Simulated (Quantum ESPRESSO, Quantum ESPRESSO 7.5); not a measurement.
# Lattice constant and atomic positions of B20 CoSi: plain PBE is sufficient for a cell within 1 %

## Experiment

The atomic coordinates come from Rietveld refinement of room-temperature powder X-ray data on a ground Czochralski crystal ("Near coincidence of metal-insulator transition and quantum critical fluctuations: Electronic ground state and magnetic order in Fe$_{1-x}$Co$_{x}$Si", 2023, arXiv:2303.13999). Their uncertainties are large, 0.008 for Co and 0.011 for Si. The reference lattice constant, 4.444 Å, was refined from powder data on an arc-melted sample annealed at 900 °C ("Experimental and First principle calculation of Co_xNi_{(1-x)}Si solid solution structural stability", 2007, arXiv:0710.4012); no temperature is given with it. That refinement also places Co at 0.143, close to the reference coordinate. The lattice constants from different samples agree within a few thousandths of an ångström.

| compared with | measured | source's wording or label | T (K) | method |
| --- | --- | --- | --- | --- |
| x of Co, site a | 0.145 ± 0.008 | 0.145 ± 0.008 | room temperature | powder x-ray diffraction, Rietveld * |
| x of Si, site a | 0.844 ± 0.011 | 0.844 ± 0.011 | room temperature | powder x-ray diffraction, Rietveld |
| a (Å) | 4.4423 ± 0.0005 | 4.4423 ± 0.0005 A | room temperature | powder x-ray diffraction, Rietveld |
| x of Co, site a | 0.143 | x of Co at 4a (x,x,x) | – | powder XRD, full-profile refinement |
| a (Å) | 4.444 | cubic cell parameter a | – | powder XRD, full-profile refinement * |
| a (Å) | 4.445 | cubic a | room temperature | powder XRD, Rietveld refinement |

Where a quantity has several values, deviations refer to the one marked *.

Conditions are those given with the value in the passage it was taken from; "not stated" means there, and the paper may say more elsewhere. The values are a selection: others may have been left out beforehand as unlike or outlying.

## Plan

We want the least expensive calculation that gives a usable CoSi structure. In the B20 structure symmetry leaves three quantities free: the cubic lattice constant and one coordinate each for Co and Si, both atoms sitting on threefold axes. We relax all three in the eight-atom cell, without spin polarisation, since CoSi is known as a diamagnetic semimetal.

We ask for both coordinates within 0.005 and the lattice constant within 1 %. A coordinate shift of 0.005 moves an atom by roughly 0.04 Å along the body diagonal, about the largest error we would accept in a starting structure for work on bonding or bands. One per cent in length is what a suitable semilocal functional should manage for a transition-metal silicide. The calculated cell is static, so a room-temperature cell should be larger by a few tenths of a per cent from thermal and zero-point expansion.

The coordinate test has a limit of its own: the refinement uncertainties exceed our tolerance. Agreement there can show consistency but cannot rank functionals, and the lattice constant has to do most of the discriminating. The starting cell, 4.441 Å, is slightly smaller than the reference, which does not matter once the cell is relaxed.

We begin with LDA at a low cutoff, then settle the numerical settings before changing the functional.

System: CoSi (cobalt monosilicide), B20 FeSi-type cubic; P2_13 (No. 198), 8 atoms in the primitive cell; the database structure is a database entry's sites in a cell taken from published measurements: a = 4.441 Å; structure from the Materials Project.

## 1. LDA at a low cutoff

LDA with ultrasoft potentials and a 29 Ry cutoff is the lightest sensible start. We expect the coordinates to come out close to the refined ones and the cell to be too small, probably by more than 1 %, because LDA overbinds compounds of 3d metals.

**Run 1.** Quantum ESPRESSO 7.5: LDA, GBRV ultrasoft potentials, cell and atoms relaxed from the database structure, cutoff 29 Ry (density 232 Ry), 6x6x6 k mesh, Marzari-Vanderbilt smearing 0.14 eV.

Key lines of the input:
```
! potential files: GBRV ultrasoft potentials, made for LDA
&control
  calculation = 'vc-relax'
  forc_conv_thr = 2.0d-4
  etot_conv_thr = 1.0d-5
  nstep = 60
/
&system
  nat = 8
  ntyp = 2
  ecutwfc = 29
  ecutrho = 232
  nbnd = 56
  occupations = 'smearing'
  smearing = 'mv'
  degauss = 0.01029
/
&electrons
  conv_thr = 1.0d-8
  electron_maxstep = 100
  mixing_beta = 0.4
/
&ions
/
&cell
  press_conv_thr = 0.5
/
ATOMIC_SPECIES
  Co 58.933 Co.upf
  Si 28.085 Si.upf
[... cell and positions ...]
K_POINTS automatic
  6 6 6 0 0 0
```

Command:
```
OMP_NUM_THREADS=1 mpirun -n 4 pw.x -nk 4 -in relax.in > relax.out
```

Selected lines of the output:
```
          total   stress  (Ry/bohr**3)                   (kbar)     P=        0.33
          total   stress  (Ry/bohr**3)                   (kbar)     P=     -381.68
CELL_PARAMETERS (angstrom)
   4.246432749   0.000000000   0.000000000
```

Converged; 52 s on 4 cores of Intel Xeon 6975P-C (Granite Rapids), shared host.

| quantity | run 1 | measured | deviation |
| --- | --- | --- | --- |
| x of Co, site a | 0.1478 | 0.145 ± 0.008 | +0.0028 (+1.9 %) |
| x of Si, site a | 0.8440 | 0.844 ± 0.011 | 0.0000 (−0.0 %) |
| a (Å) | 4.2464 | 4.444 | −0.1976 (−4.4 %) |

Both coordinates already meet the target, but the lattice constant is 4.4 % too small, more than we would expect from LDA overbinding alone. The pressure points to the basis. It was close to zero at the end of the relaxation, then became −382 kbar when the plane-wave set was rebuilt for the contracted cell. A change of that size means that the stresses guiding the relaxation depended strongly on the basis, so this cell cannot be used to judge LDA.

## 2. Converging cutoff and k mesh

We keep LDA and the same potentials and raise the cutoff to 45 and then 61 Ry. A third run at 45 Ry uses an 8×8×8 mesh, which tests the Brillouin-zone sampling separately. We expect the cell to expand markedly with the first increase in cutoff and little with the second, and the mesh to matter less. These runs cost more than the first, but for eight atoms the expense should remain modest, and without them an error of the basis could be mistaken for one of the functional.

**Run 2.** Quantum ESPRESSO 7.5: LDA, GBRV ultrasoft potentials, cell and atoms relaxed from the database structure, cutoff 45 Ry (density 360 Ry), 6x6x6 k mesh, Marzari-Vanderbilt smearing 0.14 eV.

Key lines of the input, as changed from run 1:
```diff
  &system
-   ecutwfc = 29
-   ecutrho = 232
+   ecutwfc = 45
+   ecutrho = 360
```

Selected lines of the output:
```
CELL_PARAMETERS (angstrom)
   4.346879216   0.000000000   0.000000000
```

Converged; 87 s of wall time.

**Run 3.** Quantum ESPRESSO 7.5: LDA, GBRV ultrasoft potentials, cell and atoms relaxed from the database structure, cutoff 61 Ry (density 488 Ry), 6x6x6 k mesh, Marzari-Vanderbilt smearing 0.14 eV.

Key lines of the input, as changed from run 1:
```diff
  &system
-   ecutwfc = 29
-   ecutrho = 232
+   ecutwfc = 61
+   ecutrho = 488
```

Command:
```
OMP_NUM_THREADS=1 mpirun -n 8 pw.x -nk 8 -in relax.in > relax.out
```

Selected lines of the output:
```
CELL_PARAMETERS (angstrom)
   4.348913533   0.000000000   0.000000000
```

Converged; 2.4 min on 8 cores of AMD EPYC 7R43 64, shared host.

**Run 4.** Quantum ESPRESSO 7.5: LDA, GBRV ultrasoft potentials, cell and atoms relaxed from the database structure, cutoff 45 Ry (density 360 Ry), 8x8x8 k mesh, Marzari-Vanderbilt smearing 0.14 eV.

Key lines of the input, as changed from run 2:
```diff
  K_POINTS automatic
-   6 6 6 0 0 0
+   8 8 8 0 0 0
```

Selected lines of the output:
```
CELL_PARAMETERS (angstrom)
   4.346876979   0.000000000   0.000000000
```

Converged; 4.6 min on 4 cores of Arm Neoverse V2, shared host.

| quantity | run 2 | run 3 | run 4 | measured |
| --- | --- | --- | --- | --- |
| x of Co, site a | 0.1458 | 0.1457 | 0.1458 | 0.145 ± 0.008 |
| x of Si, site a | 0.8431 | 0.8431 | 0.8431 | 0.844 ± 0.011 |
| a (Å) | 4.3469 | 4.3489 | 4.3469 | 4.444 |

The short cell of the first run was mainly a basis error. Going from 29 to 45 Ry lengthens the lattice constant by about 0.10 Å; going on to 61 Ry adds only 0.0020 Å, and the denser k mesh leaves it the same to the four decimals of the table. The coordinates are equally steady. For LDA with these potentials, 45 Ry and the 6×6×6 mesh are therefore sufficient for a 1 % target.

What remains is a cell 2.1 % too small at 61 Ry, a clear miss that neither setting can remove. Thermal and zero-point expansion would lengthen the static cell, but a few tenths of a per cent do not close the gap. The sign is the usual one for LDA overbinding. Both coordinates stay within 0.001 of the refined values, so the contraction hardly disturbs the internal arrangement.

## 3. Two gradient-corrected functionals

The next step is a gradient correction, which adds little to the cost of a plane-wave calculation. We run PBEsol and PBE with the same potential family, cutoff and mesh. Both should enlarge the cell, PBE more than PBEsol. We expect PBE to come within 1 % of the reference and PBEsol to lie between it and LDA, perhaps still too small. The coordinates should barely respond.

**Run 5.** Quantum ESPRESSO 7.5: PBEsol, GBRV ultrasoft potentials, cell and atoms relaxed from the database structure, cutoff 45 Ry (density 360 Ry), 6x6x6 k mesh, Marzari-Vanderbilt smearing 0.14 eV.

Key lines of the input, as changed from run 2:
```diff
- ! potential files: GBRV ultrasoft potentials, made for LDA
+ ! potential files: GBRV ultrasoft potentials, made for PBEsol
```

Selected lines of the output:
```
CELL_PARAMETERS (angstrom)
   4.381434272   0.000000000   0.000000000
```

Converged; 71 s on 4 cores of Intel Xeon 6975P-C (Granite Rapids), shared host.

**Run 6.** Quantum ESPRESSO 7.5: PBE, GBRV ultrasoft potentials, cell and atoms relaxed from the database structure, cutoff 45 Ry (density 360 Ry), 6x6x6 k mesh, Marzari-Vanderbilt smearing 0.14 eV.

Key lines of the input, as changed from run 2:
```diff
- ! potential files: GBRV ultrasoft potentials, made for LDA
+ ! potential files: GBRV ultrasoft potentials, made for PBE
```

Selected lines of the output:
```
CELL_PARAMETERS (angstrom)
   4.426417283   0.000000000   0.000000000
ATOMIC_POSITIONS (crystal)
Co               0.1452365193        0.1452365193        0.1452365193
Si               0.8431493788        0.8431493788        0.8431493788
```

Converged; 76 s on 8 cores of AMD EPYC 7R43 64, shared host.

| quantity | run 5 | run 6 | measured |
| --- | --- | --- | --- |
| x of Co, site a | 0.1458 | 0.1452 | 0.145 ± 0.008 |
| x of Si, site a | 0.8433 | 0.8431 | 0.844 ± 0.011 |
| a (Å) | 4.3814 | 4.4264 | 4.444 |

PBE meets all three targets. Its lattice constant is 0.0176 Å below the reference, or 0.4 %, and both coordinates lie within 0.001 of the refined values. PBEsol recovers about a third of the distance from LDA to the reference and remains 1.4 % short, so it misses the target for the cell although its coordinates are as good.

The order of the three functionals is the expected one. The coordinates hardly distinguish them: the Co value changes by less than 0.001 from LDA to PBE while the lattice constant grows by 0.0795 Å.

## 4. Checking the PBE and PBEsol cells

The convergence tests so far were made with LDA, so the PBE result needs a check of its own. We repeat it with the SSSP efficiency potentials at 65 Ry. That library takes some of its files from GBRV, so this may turn out to be a test of the cutoff more than of the potentials.

For PBEsol we change to norm-conserving PseudoDojo potentials at 96 Ry, to see whether its short cell belongs to the functional or to the GBRV files. The high cutoff makes this a dearer calculation, justified only as a check. We expect both lattice constants to move by a few tenths of a per cent at most.

**Run 7.** Quantum ESPRESSO 7.5: PBE, SSSP efficiency potentials, cell and atoms relaxed from the database structure, cutoff 65 Ry (density 520 Ry), 6x6x6 k mesh, Marzari-Vanderbilt smearing 0.14 eV.

Key lines of the input, as changed from run 1:
```diff
- ! potential files: GBRV ultrasoft potentials, made for LDA
+ ! potential files: SSSP efficiency potentials, made for PBE
  &system
-   ecutwfc = 29
-   ecutrho = 232
+   ecutwfc = 65
+   ecutrho = 520
```

Selected lines of the output:
```
CELL_PARAMETERS (angstrom)
   4.429564543   0.000000000   0.000000000
ATOMIC_POSITIONS (crystal)
Co               0.1452879869        0.1452879869        0.1452879869
Si               0.8431728092        0.8431728092        0.8431728092
```

Converged; 4.6 min on 4 cores of Arm Neoverse V2, shared host.

**Run 8.** Quantum ESPRESSO 7.5: PBEsol, PseudoDojo norm-conserving potentials, cell and atoms relaxed from the database structure, cutoff 96 Ry, 6x6x6 k mesh, Marzari-Vanderbilt smearing 0.14 eV.

Key lines of the input, as changed from run 1:
```diff
- ! potential files: GBRV ultrasoft potentials, made for LDA
+ ! potential files: PseudoDojo norm-conserving potentials, made for PBEsol
  &system
-   ecutwfc = 29
-   ecutrho = 232
+   ecutwfc = 96
```

Selected lines of the output:
```
CELL_PARAMETERS (angstrom)
   4.384558168   0.000000000   0.000000000
```

Converged; 4 min of wall time.

| quantity | run 7 | run 8 | measured |
| --- | --- | --- | --- |
| x of Co, site a | 0.1453 | 0.1458 | 0.145 ± 0.008 |
| x of Si, site a | 0.8432 | 0.8433 | 0.844 ± 0.011 |
| a (Å) | 4.4296 | 4.3846 | 4.444 |

The PBE result holds. With the SSSP files and the 65 Ry cutoff the lattice constant rises by about 0.003 Å to 4.4296 Å, 0.3 % below the reference, and both coordinates stay within 0.0001 of their earlier values. We cannot divide this small shift between cutoff and potentials, but either way it is far below the 1 % tolerance.

The PBEsol cell also lengthens by about 0.003 Å with the norm-conserving potentials and remains 1.3 % short. Its smaller cell therefore comes from the functional and not from the GBRV files. Since PBE at 45 Ry meets the targets and has passed its check, we see no reason to go on to a dearer functional or to add a dispersion correction.

## Summary of runs

| run | settings | x of Co, site a | x of Si, site a | a (Å) | cost |
| --- | --- | --- | --- | --- | --- |
| 1 | LDA, GBRV ultrasoft potentials, cutoff 29 Ry (density 232 Ry), 6x6x6 k mesh | 0.1478 | 0.8440 | 4.2464 | 3.5 core-min |
| 2 | LDA, GBRV ultrasoft potentials, cutoff 45 Ry (density 360 Ry), 6x6x6 k mesh | 0.1458 | 0.8431 | 4.3469 | 5.8 core-min |
| 3 | LDA, GBRV ultrasoft potentials, cutoff 61 Ry (density 488 Ry), 6x6x6 k mesh | 0.1457 | 0.8431 | 4.3489 | 19 core-min |
| 4 | LDA, GBRV ultrasoft potentials, cutoff 45 Ry (density 360 Ry), 8x8x8 k mesh | 0.1458 | 0.8431 | 4.3469 | 18 core-min |
| 5 | PBEsol, GBRV ultrasoft potentials, cutoff 45 Ry (density 360 Ry), 6x6x6 k mesh | 0.1458 | 0.8433 | 4.3814 | 4.8 core-min |
| 6 | PBE, GBRV ultrasoft potentials, cutoff 45 Ry (density 360 Ry), 6x6x6 k mesh | 0.1452 | 0.8431 | 4.4264 | 10 core-min |
| 7 | PBE, SSSP efficiency potentials, cutoff 65 Ry (density 520 Ry), 6x6x6 k mesh | 0.1453 | 0.8432 | 4.4296 | 18 core-min |
| 8 | PBEsol, PseudoDojo norm-conserving potentials, cutoff 96 Ry, 6x6x6 k mesh | 0.1458 | 0.8433 | 4.3846 | 16 core-min |
|  | measured | 0.145 ± 0.008 | 0.844 ± 0.011 | 4.444 |  |

Further runs on the same system, made beside this series (convergence steps with loose settings among them):

| further | settings | x of Co, site a | x of Si, site a | a (Å) | cost | status |
| --- | --- | --- | --- | --- | --- | --- |
| F1 | vdW-DF-cx, GBRV ultrasoft potentials, cutoff 45 Ry (density 360 Ry), 6x6x6 k mesh, PBE files | 0.1458 | 0.8431 | 4.3920 | 20 core-min |  |
| F2 | rVV10, GBRV ultrasoft potentials, cutoff 45 Ry (density 360 Ry), 6x6x6 k mesh, PBE files | 0.1455 | 0.8434 | 4.4479 | 12 core-min |  |
| F3 | PBE+D3(BJ), GBRV ultrasoft potentials, cutoff 45 Ry (density 360 Ry), 6x6x6 k mesh | 0.1460 | 0.8436 | 4.3860 | 10 core-min |  |
| F4 | PBEsol+D3(BJ), GBRV ultrasoft potentials, cutoff 45 Ry (density 360 Ry), 6x6x6 k mesh | 0.1465 | 0.8436 | 4.3497 | 11 core-min |  |
| F5 | BLYP, GBRV ultrasoft potentials, cutoff 45 Ry (density 360 Ry), 6x6x6 k mesh, PBE files | 0.1406 | 0.8411 | 4.5019 | 15 core-min | warnings: WARNING: bfgs curvature condition failed, Theta= 0.951 |
| F6 | LDA, GBRV ultrasoft potentials, cutoff 45 Ry (density 360 Ry), 4x4x4 k mesh | 0.1458 | 0.8432 | 4.3470 | 3.5 core-min |  |
|  | measured | 0.145 ± 0.008 | 0.844 ± 0.011 | 4.444 |  |  |

## Verdict

PBE with GBRV potentials at 45 Ry meets the target, at a cost of 10 core-minutes. Its lattice constant is 0.4 % below the reference, and both coordinates agree within 0.001. The coordinate agreement shows consistency only, because the refinement uncertainties exceed our tolerance of 0.005.

LDA and PBEsol cost about as little but give cells that are too small, by about 2 % and 1.3 to 1.4 %. Room-temperature expansion of a few tenths of a per cent would reduce the PBEsol miss to near the limit. The same allowance could account for most or all of the PBE shortfall.

The decisive steps were raising the cutoff from 29 to 45 Ry and changing the functional. The 29 Ry run gave no usable cell, and its exact match for the Si coordinate is chance. The denser k mesh changed nothing of note; with LDA even a 4×4×4 mesh gives practically the same cell. The SSSP check moved the PBE lattice constant by only about 0.003 Å.

Whether PBE succeeds for the right reason is less certain. Adding D3(BJ) shortens its lattice constant by about 0.04 Å and turns the pass into a miss of 1.3 %. Pairwise dispersion without metallic screening may well bind too strongly in such a dense semimetal, but an error cancellation within plain PBE cannot be excluded. rVV10, which includes non-local correlation, also meets the target, with a cell 0.1 % too large before any expansion and with potentials made for PBE. It offers no gain that this target requires.

[Logs are printed without paths, hosts, clocks, repeated set-up lines and the standing remarks that a program may print on its own settings, such as how far it seeks lower states.]

[The runs shown are a pick from a larger set of finished runs; failed, doubtful and other runs were left out of it ahead of writing. So were measured values far from every level or from commonly accepted values, and agreement can look better than it is. Lines of input and output are excerpts and may be shortened.]
